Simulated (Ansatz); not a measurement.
Clean, relaxed (100) surface of LaGa₂, space group P6/mmm (No. 191) (top face towards +c):

```
CELL_PARAMETERS angstrom
4.27319 0.00000 0.00000
0.00000 4.38005 0.00000
0.00000 0.00000 23.16782
ATOMIC_POSITIONS crystal
Ga 0.00000 0.50000 0.36689
La 0.50000 0.00000 0.42013
Ga 0.00000 0.50000 0.47338
Ga 0.50000 0.50000 0.52814
La 0.00000 0.00000 0.58248
Ga 0.50000 0.50000 0.63592
```

All numbers below come from DFT PBEsol, scalar-relativistic, plane waves, PAW in Ansatz. Cutoff 420 eV; k points 7×7×1 on the computed 6-atom cell (Γ-centred); Gaussian smearing, width 0.10 eV; no spin polarisation. A dipole correction removes the field between periodic images along c.

Several species are adsorbed on the top face in turn, one per 18.7 Å², without spin polarisation, so weakly bound open-shell ends would lie too high. E_ads counts from the clean slab and the free adsorbate (spin-polarised where open-shell); negative means bound. Each value is the lowest end among the sites tried, with the slab's lower part held and a dipole correction; heights count from the highest slab atom.

Q: How strongly does each bind, and where?

A: 
| adsorbate | sites tried | E_ads (eV) | closest contact with each bonded element | bonded neighbours | height (Å) | Δφ (eV) | Δp (e·Å) |
| --- | --- | --- | --- | --- | --- | --- | --- |
| CO | 3 | -0.93 | C–La 2.60 Å | 1 | 1.37 | +0.67 | -0.070 |
| OH | 3 | -4.46 | O–Ga 2.05 Å; O–La 2.47 Å | 3 | 0.36 | -1.47 | +0.160 |

Adsorbates that don't bind, break up or rebuild the slab are left out.

Each end is a local minimum or symmetric point. Spin-orbit coupling is left out, which matters for the bands of heavy elements. Spin polarisation was left out, and a magnetic state may lie lower. The AlB2 structure is a prototype's; whether LaGa2 takes it wasn't checked.

For OH: the change of work function follows from the dipole (Helmholtz): Δφ = −(e/ε0)·Δp/A = −180.95 V·Å × (+0.160 e·Å) / 18.7 Å² = -1.55 eV, against -1.47 eV computed; strictly the dipole sets the difference between the two faces. The added dipole points out of the slab (positive end outward), which lowers the work function.

OH binds far more strongly than CO, at -4.46 against -0.93 eV, as expected for a radical that completes its shell by taking an electron from an electropositive metal surface. Its oxygen contacts both Ga and La, which suggests a polar, largely hydroxide-like bond. CO, already closed-shell, instead sits carbon-down on La, where donation from its lone pair and back-donation from La 5d-derived states into the CO π* orbitals probably share the bonding.

The work function shifts in opposite directions. For CO the rise fits electron transfer towards the molecule. For OH the drop may seem at odds with an electron-accepting oxygen, but that oxygen lies only 0.36 Å above the outermost slab atom, so the charge transfer adds little inward dipole. An outward-pointing O–H bond, with hydrogen as its positive end, could then outweigh it, together with relaxation of the surface. The strong OH binding is relative to the free radical and doesn't show that water would dissociate here.
